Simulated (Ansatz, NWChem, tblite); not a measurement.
**Ligand exchange: Cl2 + CBr2F2 → ClF + CBr2ClF**

Gas-phase species: Cl2 (chlorine), singlet; CBr2F2 (dibromodifluoromethane) `FC(F)(Br)Br`, singlet; ClF (chlorine monofluoride), singlet; CBr2ClF (dibromochlorofluoromethane) `FC(Cl)(Br)Br`, singlet. The partners trade Cl for F: Cl–Cl and C–F bonds give way to Cl–F and C–Cl.

Shapes, held fixed at every level: PBE0-D4/def2-TZVP. Programs: Ansatz 0.2.0, NWChem 7.3.0, tblite 0.8.0. A level may come from different programs for different species; with the same settings they agree closely. The zero-point and thermal change to 298 K, harmonic and unscaled (PBE0-D4/def2-TZVP), is -2.5 kJ/mol.

**The experiment to reproduce.** Tabulated heats of formation (Active Thermochemical Tables): Cl2 0.0; CBr2F2 -384.5; ClF -55.7; CBr2ClF -187.4 kJ/mol, which give ΔH(298 K) = +141.4 kJ/mol.

```csv
level,kind,ΔH (kJ/mol),computed − measured
GFN2-xTB,semi-empirical,+128.6,-12.8
HF/STO-3G,Hartree–Fock,+144.9,+3.5
HF/3-21G,Hartree–Fock,+129.4,-12.0
HF/def2-SVP,Hartree–Fock,+184.1,+42.7
PBE0/def2-SVP,global hybrid,+164.4,+23.0
B3LYP/6-31G* (Cartesian functions),global hybrid,+159.2,+17.8
```

Nearest: HF/STO-3G (+3.5); farthest: HF/def2-SVP (+42.7). 1 of 6 levels lie within 10 kJ/mol. Relativity is left out for Br.

The exchange is strongly endothermic at every level, in line with experiment. A strong, polar C–F bond is given up for a much weaker C–Cl bond, and the gain from turning Cl–Cl into the more polar Cl–F bond recovers only part of the cost. Losing one of two geminal fluorines also removes some of the mutual stabilisation, through lone-pair donation into σ*(C–F), that favours the CF2 unit. In reverse, the reaction reflects the fluorinating power of ClF.

The close agreement of HF/STO-3G is best read as error cancellation: within Hartree–Fock the enthalpy first falls to +129.4 and then rises to +184.1 kJ/mol as the basis changes, so the match doesn't survive improvement of the basis. In the shared def2-SVP basis, PBE0 lies closer to experiment than Hartree–Fock, probably because it recovers part of the differential correlation between the halogen–halogen and carbon–halogen bonds. The remaining excess of +23.0 kJ/mol can't be assigned to the functional itself without a larger-basis PBE0 energy.
